## What can be extracted from proton second moments of plastic adamantane?

A problem from a solid-state NMR course gives these numbers for powders of C$_{10}$H$_{16}$, neat ($x=1$) and diluted at random in C$_{10}$D$_{16}$ (mole fraction $x=0.20$), at 60 MHz. They were made for the exercise, chosen to resemble typical adamantane behaviour, and rounded as data are; the bars are independent standard deviations.

| quantity | $x=1$ | $x=0.20$ |
|---|---|---|
| $M_2$, 80 K (G²) | $20.3\pm0.2$ | $16.4\pm0.2$ |
| $M_2$, 300 K (G²) | $0.95\pm0.02$ | $0.22\pm0.02$ |
| $1/T_1$, 300 K (s⁻¹) | $0.70\pm0.01$ | $0.61\pm0.01$ |
| $1/T_1$, 240 K (s⁻¹) | $2.55\pm0.04$ | $2.22\pm0.04$ |

$M_2$ is integrated over $\pm10$ G at 300 K and over the whole line at 80 K; the rates are initial slopes. We may assume a rigid lattice at 80 K, the fcc plastic phase (above approximately 209 K) without translational diffusion at 240 and 300 K, tetrahedral angles, and a typical $r_{CC}=1.54$ Å. Wanted: the C–H length, the kind of motion, the lattice constant, the correlation time. Is the answer unique? And where do 19 G² go, if motion cannot change $M_2$?

## Answer

### Conventions and the rigid line

$M_2$ is in field units, so the moment in angular frequency is $\gamma^2M_2$, with $\gamma=2.6752\times10^4$ rad s⁻¹ G⁻¹ for protons. Two protons at distance $r$ along the unit vector $\mathbf u$ have $H_d/\hbar=b\,[\mathbf I_1\!\cdot\!\mathbf I_2-3(\mathbf I_1\!\cdot\!\mathbf u)(\mathbf I_2\!\cdot\!\mathbf u)]$ with $b=(\mu_0/4\pi)\gamma^2\hbar/r^3$ in SI. The secular part is $-b\,P_2(\cos\theta)\,(3I_{1z}I_{2z}-\mathbf I_1\!\cdot\!\mathbf I_2)$, with $\theta$ the angle between $\mathbf u$ and $B_0$ and $P_2(c)=(3c^2-1)/2$. Van Vleck's trace formula (1948), $\gamma^2M_2=-\mathrm{Tr}[H,I_x]^2/(\hbar^2\,\mathrm{Tr}I_x^2)$, gives $\tfrac94b^2P_2^2$ for the pair. Different pairs add without cross terms, and a powder has $\langle P_2^2\rangle=\tfrac15$, so for $N$ protons

$$M_2=\frac{K}{N}\sum_{j}\sum_{k\neq j}r_{jk}^{-6},\qquad K=\tfrac{9}{20}\Big(\frac{\mu_0}{4\pi}\Big)^2\gamma^2\hbar^2=358.2\ \text{G}^2\text{Å}^6 .$$

CH and CH$_2$ protons count as like spins, their shift difference at 60 MHz being far below the couplings.

### What fast motion does

When the motion is fast against $\gamma\sqrt{M_2}$, the central line is governed by the time-averaged secular Hamiltonian. Let the pair vector move on a cone of half-angle $\gamma_a$ about an axis that makes the angle $\beta$ with $B_0$. The addition theorem gives

$$P_2(\cos\theta)=P_2(\cos\beta)P_2(\cos\gamma_a)+\tfrac34\sin2\beta\,\sin2\gamma_a\cos\phi+\tfrac34\sin^2\!\beta\,\sin^2\!\gamma_a\cos2\phi .$$

Free rotation removes $\cos\phi$ and $\cos2\phi$, and so do jumps among $n\ge3$ equally populated, equally spaced sites, because $\sum_k e^{2\pi imk/n}=0$ unless $n$ divides $m$. Squaring and averaging over $\beta$ gives the factor of Gutowsky and Pake (1950) for an intramolecular pair:

$$F=\Big[\frac{3\cos^2\gamma_a-1}{2}\Big]^2 .$$

Twofold jumps keep the $\cos2\phi$ term and give $F=P_2^2(\cos\gamma_a)+\tfrac34\sin^4\gamma_a$, which is never smaller. Isotropic tumbling averages $P_2$ to zero, so $F=0$. So do equally weighted jumps over the tetrahedral, octahedral or icosahedral rotation group, since no traceless symmetric tensor is invariant under them.

### Step 1: separating intra from inter

A neighbouring molecule is protonated with probability $x$. Otherwise its sites carry deuterons ($S=1$, $\gamma_D/\gamma=0.1535$), for which only the $I_zS_z$ term is secular and the powder prefactor is $\tfrac4{15}S(S+1)\gamma_D^2$ in place of $\tfrac9{20}\gamma^2$. The ratio is $\kappa=\tfrac{32}{27}(\gamma_D/\gamma)^2=0.0279$. Since $M_2$ is linear in the occupations,

$$M_2(x)=A+g(x)\,B,\qquad g=x+\kappa(1-x),\qquad g(0.20)=0.2223,$$

with $A$ intra- and $B$ intermolecular. Two concentrations fix both:

$$A=\frac{M_2(0.2)-gM_2(1)}{1-g},\qquad B=\frac{M_2(1)-M_2(0.2)}{1-g},\qquad 1-g=0.7777 .$$

An error $\sigma$ on each datum becomes $\sigma\sqrt{1+g^2}/(1-g)=1.32\,\sigma$ on $A$ and $\sigma\sqrt2/(1-g)=1.82\,\sigma$ on $B$.

| | $A$ (G²) | $B$ (G²) |
|---|---|---|
| 80 K | $15.29\pm0.26$ | $5.0\pm0.4$ |
| 300 K | $0.011\pm0.026$ | $0.939\pm0.036$ |

An error of 0.01 in $x$ would move $A$(300 K) by a further 0.012 G².

### Step 2: the C–H length

Put the origin at the cage centre and the twofold axes along $x,y,z$, and let $s=r_{CC}/\sqrt3$, $t=r_{CH}/\sqrt3$. The 4 methine protons sit at $(s+t)(\pm1,\pm1,\pm1)$ with positive sign product. The 12 methylene protons sit at the permutations of $(\pm(2s+t),\pm t,\pm t)$ with negative sign product. The 120 pairs fall into the classes below, evaluated at the trial value $r_{CH}=1.10$ Å. The last column, $q(\mathbf u)=u_x^4+u_y^4+u_z^4-\tfrac35$, is needed in step 3.

| vector (up to signs, order) | pairs $n$ | $r$ (Å) | $n\,r^{-6}$ ($10^{-3}$ Å⁻⁶) | $q$ |
|---|---|---|---|---|
| $(2t,2t,0)$, geminal | 6 | 1.796 | 178.6 | $-0.100$ |
| $(s,s,s+2t)$, vicinal | 24 | 2.499 | 98.6 | $-0.010$ |
| $(2s,2s,0)$, 1,3-diaxial | 12 | 2.515 | 47.4 | $-0.100$ |
| $(2s+2t,2s,2t)$ | 24 | 3.751 | 8.6 | $-0.100$ |
| $(3s+2t,s,s)$ | 12 | 4.133 | 2.4 | $0.228$ |
| $(2s+2t,2s+2t,0)$ | 18 | 4.311 | 2.8 | $-0.100$ |
| $(3s+2t,s+2t,s+2t)$ | 12 | 4.983 | 0.8 | $-0.140$ |
| $(4s+2t,2t,0)$ | 12 | 4.991 | 0.8 | $0.279$ |

The sum is $\Sigma=0.3400$ Å⁻⁶, and $A=(2K/16)\,\Sigma$. The data require $\Sigma=8\times15.29/358.2=0.3415$ Å⁻⁶. No distance shrinks as $t$ grows, so $\Sigma$ falls monotonically and the root is unique. Its logarithmic slope at the trial point is $\partial\ln\Sigma/\partial\ln r_{CH}=-4.02$, weaker than $-6$ because only the geminal distance is proportional to $r_{CH}$. Then

$$r_{CH}=1.099\pm0.005\ \text{Å}.$$

This is one number for one free length. $\Sigma$ is homogeneous of degree $-6$ in the two lengths, so the slope in $r_{CC}$ is $-1.98$, and raising the assumed $r_{CC}$ by 0.01 Å lowers $r_{CH}$ by 0.0035 Å. An H–C–H angle other than tetrahedral trades against $r_{CH}$ in the same way. Natural $^{13}$C (approximately 1.1 %, $\gamma_C/\gamma=0.2515$) adds $0.011\times\tfrac49(0.2515)^2K/r_{CH}^6=0.06$ G² to $A$ through the bonded carbon, worth 0.001 Å. Zero-point vibration and libration at 80 K are not in the model; they make $r_{CH}$ an effective length, and librational averaging of the couplings makes it come out long.

### Step 3: which motion

The surviving fraction of the intramolecular moment is $F=0.011/15.29=0.0007\pm0.0017$, below about 0.004 at two standard deviations.

Read as a single pair on a single cone, this is not unique. Inverting $F$ gives $\cos^2\gamma_a=(1\pm2\sqrt F)/3$, two roots whenever $F\le\tfrac14$, here $53.7^\circ$ and $55.8^\circ$. They straddle the magic angle $54.7^\circ$, where $dF/d\gamma_a=0$ and linear error propagation fails: with $|dP_2/d\gamma_a|=\sqrt2$ there, the bound translates into $\sqrt{0.004/2}$ rad, or $\pm2.6^\circ$. For one pair, then, a vanishing coupling cannot tell tumbling from rotation at the magic angle.

The molecule has many pair directions, and that removes the ambiguity. Let it spin about an arbitrary molecule-fixed axis $\mathbf n$. Use

$$P_2^2=\tfrac15+\tfrac27P_2+\tfrac{18}{35}P_4$$

and average over the pairs of one class, which the tetrahedral symmetry permutes. The $P_2$ term vanishes. The $P_4$ term must be proportional to $q(\mathbf u)q(\mathbf n)$, because $q$ is the only invariant harmonic with $l=4$. The case $\mathbf u=\mathbf n=[001]$, where $\langle P_4\rangle=\tfrac13(1+2\cdot\tfrac38)=\tfrac7{12}$ and $q=\tfrac25$, fixes the constant at $\tfrac{175}{48}$. Weighting the classes by $n\,r^{-6}$,

$$F(\mathbf n)=\tfrac15+\tfrac{15}{8}\,\bar q\;q(\mathbf n),\qquad \bar q=\frac{\sum n\,r^{-6}q}{\Sigma}=-0.0709 .$$

On the sphere $q$ runs from $-\tfrac4{15}$ along $[111]$ to $\tfrac25$ along $[001]$. Rotation about a threefold axis leaves $F=0.235$, rotation about $[001]$ leaves $F=0.147$, and no axis leaves less than that. The floor is $0.147\times15.29=2.2$ G², more than the whole moment of the neat plastic crystal.

The finite rotation groups are $C_n$, $D_n$, $T$, $O$ and $I$. For $n\ge3$, $C_n$ and $D_n$ give the axial factor; $C_2$ and $D_2$ keep the axial term and part of the rest, so they give at least as much. Among equally weighted group jumps, only $T$, $O$, $I$ or isotropic motion remain, and $A$ cannot separate these. Nor does it exclude slight residual order. If the molecule spins about $\mathbf n$ while $\mathbf n$ wanders with order parameter $S_2=\langle P_2\rangle$ about a crystal direction, then $F=S_2^2F(\mathbf n)$, so $S_2^2<0.004/0.147=0.027$ and $|S_2|<0.16$. The square root turns a tight bound on $F$ into a loose one on the order. The same expression vanishes if $\mathbf n$ precesses on a cone at the magic angle, a compound motion that is neither cubic nor isotropic. What $A$ tests is the rank-2 orientational average, whatever motion removes it.

### Step 4: the lattice constant

What remains at 300 K is intermolecular. The coupling $P_2(\cos\theta)/r^3=\tfrac12\partial_z^2(1/r)$ is a harmonic function of the position of either proton, and the mean of a harmonic function over a sphere is its value at the centre. If the molecules tumble isotropically and independently, and the spheres swept by the protons do not overlap, every proton may be placed at its molecular centre, exactly. The largest sphere has radius $r_{CC}+r_{CH}=2.64$ Å. Each proton then sees 16 protons at every other lattice point:

$$B=16K\sum_{\mathbf R\ne0}R^{-6}=16K\,\frac{115.63}{a^6}\quad(\text{fcc}).$$

From $B=0.939\pm0.036$ G² follows $a=9.44\pm0.06$ Å. Accepting $A=0$ from step 3, both concentrations determine $B$ by least squares, $B=[M_2(1)+gM_2(0.2)]/(1+g^2)=0.952\pm0.020$ G², and

$$a=9.41\pm0.03\ \text{Å}.$$

The sixth root divides the relative error by six. The neighbour distance $a/\sqrt2=6.65$ Å exceeds $2\times2.64=5.28$ Å, so the spheres are disjoint as assumed.

Two limits on uniqueness apply. First, the lattice type is an input. In terms of the number density $\rho_N$ of molecules the sum is $7.23\,\rho_N^2$ for fcc and $7.26\,\rho_N^2$ for bcc, so $B$ fixes the density and hardly notices the packing.

Second, jumps among cubic orientations kill rank 2 but leave the proton cloud with multipoles $l=4,6,\dots$. A proton at radius $\rho$ along $\mathbf u$ adds $\psi_l=\rho^l\langle P_l(\mathbf u\!\cdot\!\hat{\mathbf R})\rangle/R^{l+1}$ to $1/R$. The powder moment goes as $T_{ab}T_{ab}$ with $T_{ab}=\partial_a\partial_b(1/R)=(3\hat R_a\hat R_b-\delta_{ab})/R^3$ and $T_{ab}T_{ab}=6/R^6$. Because $\partial_a\partial_b\psi_l$ is traceless, the cross term is $2\cdot3\,\partial_R^2\psi_l/R^3$, and the relative change is $(l+1)(l+2)(\rho/R)^l\langle P_l\rangle$ for each of the two protons. Take the limiting model of sharp octahedral jumps with the molecular axes along the cube axes. For the twelve $\langle110\rangle$ neighbours, which carry the fraction $12\times8/115.63=0.83$ of the sum, averaging over the 16 protons gives $-3$ % from $l=4$ and $-5$ % from $l=6$. The series is plainly not converged at that order, so only the size is meaningful: these two terms would lower the inferred $a$ by about 0.1 Å, three times the statistical bar. Libration about the sites damps them. The third figure of $a$ belongs to the isotropic model.

### Step 5: where the second moment went

The free induction decay is $G(t)=\langle\mathrm{Tr}[I_xU^\dagger I_xU]\rangle/\mathrm{Tr}I_x^2$, where $U(t)$ is generated by the fluctuating secular $H(t)$. Differentiating twice at $t=0$ leaves $-G''(0)=-\langle\mathrm{Tr}[H(0),I_x]^2\rangle/(\hbar^2\mathrm{Tr}I_x^2)$. This is an equal-time average over configurations and contains no rate. The second moment of the complete line is therefore that of the instantaneous structure, however fast the motion.

Split it as $M_{\rm res}+\Delta M$, static plus fluctuating, the latter with correlation function $e^{-|t|/\tau}$. At times short against the decay of the central line, $-G''(t)\approx\gamma^2[M_{\rm res}+\Delta M e^{-|t|/\tau}]$. Since $\omega^2I(\omega)$ is the Fourier transform of $-G''$, outside the central line

$$I(\omega)\approx\frac{\gamma^2\Delta M\,\tau}{\pi\,\omega^2(1+\omega^2\tau^2)},\qquad M_2(\text{window}\pm W)\approx M_{\rm res}+\frac2\pi\Delta M\arctan(\gamma W\tau).$$

For $W\to\infty$ the full $\Delta M$ returns. It is spread evenly out to $\omega\sim1/\tau$, in wings too weak to see.

The secular truncation describes these wings only while $1/\tau\ll\omega_0$. In the opposite limit the field no longer singles out a secular part on the time scale $\tau$, and the whole fluctuating $H_d$ acts. For a pair, $-\mathrm{Tr}[H_d,I_z]^2/(\hbar^2\mathrm{Tr}I_z^2)=\tfrac94b^2\sin^2\theta$, with powder mean $\tfrac32b^2$, which is $\tfrac{10}{3}$ of the secular $\tfrac9{20}b^2$; in a powder the same holds for $I_x$. Second-order theory gives the initial rate as this equal-time moment, itself independent of the rate of motion, times the integral of the normalised correlation function:

$$\frac1{T_1}=\frac{10}{3}\,\gamma^2\Delta M\,\tau\qquad(\omega_0\tau\ll1),\qquad \tau\equiv\int_0^\infty\!\frac{C(t)}{C(0)}\,dt .$$

The missing moment is what relaxes the spins, and $T_1$ is the practical way to see it.

### Step 6: correlation time

The intermolecular $B$ at 80 K belongs to the ordered low-temperature structure, and its modulation involves two molecules, so it is safer to isolate the intramolecular rate, for which $\Delta M=(1-F)A\simeq15.29$ G². For a deuteron partner the same trace gives $\tfrac43S(S+1)$ times the squared H–D coupling, so $\kappa_1=\tfrac{16}9(\gamma_D/\gamma)^2=0.0419$, $g_1(0.20)=0.2335$, $1-g_1=0.7665$, and errors grow by the factor 1.34. The formula for $A$, with $g_1$ for $g$, yields

$$R_{\rm intra}(300\ \text{K})=0.583\pm0.013\ \text{s}^{-1},\qquad R_{\rm intra}(240\ \text{K})=2.12\pm0.05\ \text{s}^{-1}.$$

With $\tfrac{10}3\gamma^2\times15.29\ \text{G}^2=3.648\times10^{10}$ s⁻² and the relative errors of rate and moment added in quadrature,

$$\tau(300\ \text{K})=16.0\ \text{ps}\ (\pm2.8\,\%),\qquad\tau(240\ \text{K})=58\ \text{ps}\ (\pm2.9\,\%).$$

The assumptions close. At 60 MHz, $\omega_0\tau\le0.022$, and the largest neglected term, $(2\omega_0\tau)^2$, is 0.002. The wings reach to $1/2\pi\tau=9.9$ GHz at 300 K, far beyond the Larmor frequency, so the factor $\tfrac{10}3$ applies to them near the line. The intramolecular moment that leaks into $\pm10$ G is $\tfrac{10}3\cdot\tfrac2\pi\cdot15.29\cdot\gamma W\tau=1.4\times10^{-4}$ G², negligible against the bar of 0.02 G².

If $\tau=\tau_0e^{E_a/RT}$, the moment cancels in the ratio of rates:

$$E_a=\frac{R\ln(2.12/0.583)}{1/240\,\text{K}-1/300\,\text{K}}=12.9\pm0.3\ \text{kJ mol}^{-1},\qquad\tau_0\approx0.09\ \text{ps}.$$

Two temperatures determine two parameters and do not test the Arrhenius form.

In extreme narrowing $T_1$ gives only the product $\Delta M\,\tau$. The conservation of $M_2$ was used to split that product, so these data do not test it; a second field high enough for $\omega_0\tau$ to approach one would. There is also a slow-motion branch: for an exponential correlation function the full expression $\tfrac23\gamma^2\Delta M\,[\tau/(1+\omega_0^2\tau^2)+4\tau/(1+4\omega_0^2\tau^2)]$ takes each value below its maximum twice. With $\Delta M=15.29$ G² the maximum is 28 s⁻¹ at $\omega_0\tau=0.62$, and the slow roots are $\tau=176$ ns at 300 K and 48 ns ($\omega_0\tau=18$) at 240 K. Since $\tau$ lengthens on cooling and both roots at 240 K are shorter than 176 ns, 300 K lies on the fast branch. This argument does not decide 240 K. The pair 16.0 ps and 48 ns also has $\tau$ and the rate rising on cooling, and it still narrows the line, $\gamma\sqrt A\,\tau=0.005$. It gives $E_a=80$ kJ mol⁻¹ and $\tau_0\approx2\times10^{-25}$ s, twelve orders of magnitude below the thermal time $h/k_BT=0.16$ ps at 300 K, whereas the fast root gives 0.09 ps. The fast root at 240 K is chosen because only its prefactor is physical; a further temperature or field would settle the branch from data alone. Finally, $\tau$ is an integral over the rank-2 correlation function. It equals $1/6D$ for isotropic rotational diffusion with coefficient $D$, and it equals the residence time for jumps that land on any of the 24 octahedral orientations at random. Turning it into a jump rate needs the choice that step 3 could not make.

### What the data fix

| parameter | model value | dominant uncertainty |
|---|---|---|
| $r_{CH}$ (effective) | $1.099\pm0.005$ Å | data; assumed $r_{CC}$, angles, vibration |
| $F$ | $<0.004$ | data; motions that cancel rank 2 not separable |
| $a$ (fcc, isotropic) | $9.41\pm0.03$ Å | about 0.1 Å from orientational structure |
| $\tau$(300 K) | 16.0 ps | 2.8 %; meaning depends on the jump model |
| $E_a$ | $12.9\pm0.3$ kJ mol⁻¹ | Arrhenius form assumed; branch at 240 K chosen by its prefactor |

These are the model's values for data that were chosen to mimic typical adamantane, and they carry no independent information on the real crystal. The firm conclusion is the structural one: no single-axis motion of this molecule can leave less than 2.2 G² within the molecule, so a residual of $0.011\pm0.026$ G² excludes it and requires that the rank-2 orientational average nearly vanish on the time scale of the line. Cubic or icosahedral jumps, isotropic tumbling, and spin about an axis that itself moves with $|S_2|<0.16$ all meet that condition.